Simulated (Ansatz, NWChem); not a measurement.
## PN (phosphorus nitride): a line through the functionals

PN has 2 atoms, charge 0, and is taken as a singlet. SMILES: `N#P`. The bond length is the measured one.

The HOMO–LUMO gap y, in eV, basis aug-cc-pVTZ; a is the functional's share of exact exchange. Programs: Ansatz 0.2.0, NWChem 7.3.0.

| functional | program | a | y (eV) |
| --- | --- | --- | --- |
| r2SCAN | Ansatz | 0 | 4.88 |
| TPSS | NWChem | 0 | 4.62 |
| B3LYP | Ansatz | 0.2 | ? |
| r2SCAN0 | Ansatz | 0.25 | 7.21 |
| PBE0 | Ansatz | 0.25 | 6.89 |
| BHLYP | Ansatz | 0.5 | 9.06 |

Task: Fit y = c + s·a to the known rows and predict B3LYP.

Result: 
1. Means of the 5 rows: a = 0.2000, y = 6.532.
2. Σ(Δa)² = 0.175, Σ(Δa·Δy) = 1.523, so the slope is 1.523/0.175 = 8.7029.
3. Intercept: 6.532 − (8.7029) × 0.2000 = 4.791. The largest residual of the fit is 0.24.
4. B3LYP: 4.791 + (8.7029) × 0.2 = 6.53 eV.

The run gave 6.40 eV, so the prediction is off by +0.13 eV, within the scatter of the fit. Exact exchange lowers occupied levels and raises empty ones. The rows mix families of semi-local functionals, which the line can't see.

The gap widens strongly with exact exchange, and the rise from 4.88 eV in r2SCAN to 7.21 eV in r2SCAN0, which share a semi-local parent, ties this mainly to the exchange admixture. In a semi-local potential, the empty π* orbital of PN feels nearly the same exchange hole as the occupied orbitals. Nonlocal exchange gives an empty orbital no self-exchange to cancel its repulsion from all the electrons, so the gap moves from an excitation-like quantity towards the difference between ionization energy and electron affinity. The near-linearity is expected, since the exchange operator enters in proportion to a and the orbitals of so compact a triple-bonded molecule probably change little.

The B3LYP agreement is a weaker test than it looks. Its a of 0.2 coincides with the mean of the fitted rows, where a least-squares line returns the mean gap whatever its slope. The check therefore supports the typical size of the gap at that admixture, but doesn't independently validate the fitted sensitivity to exact exchange.
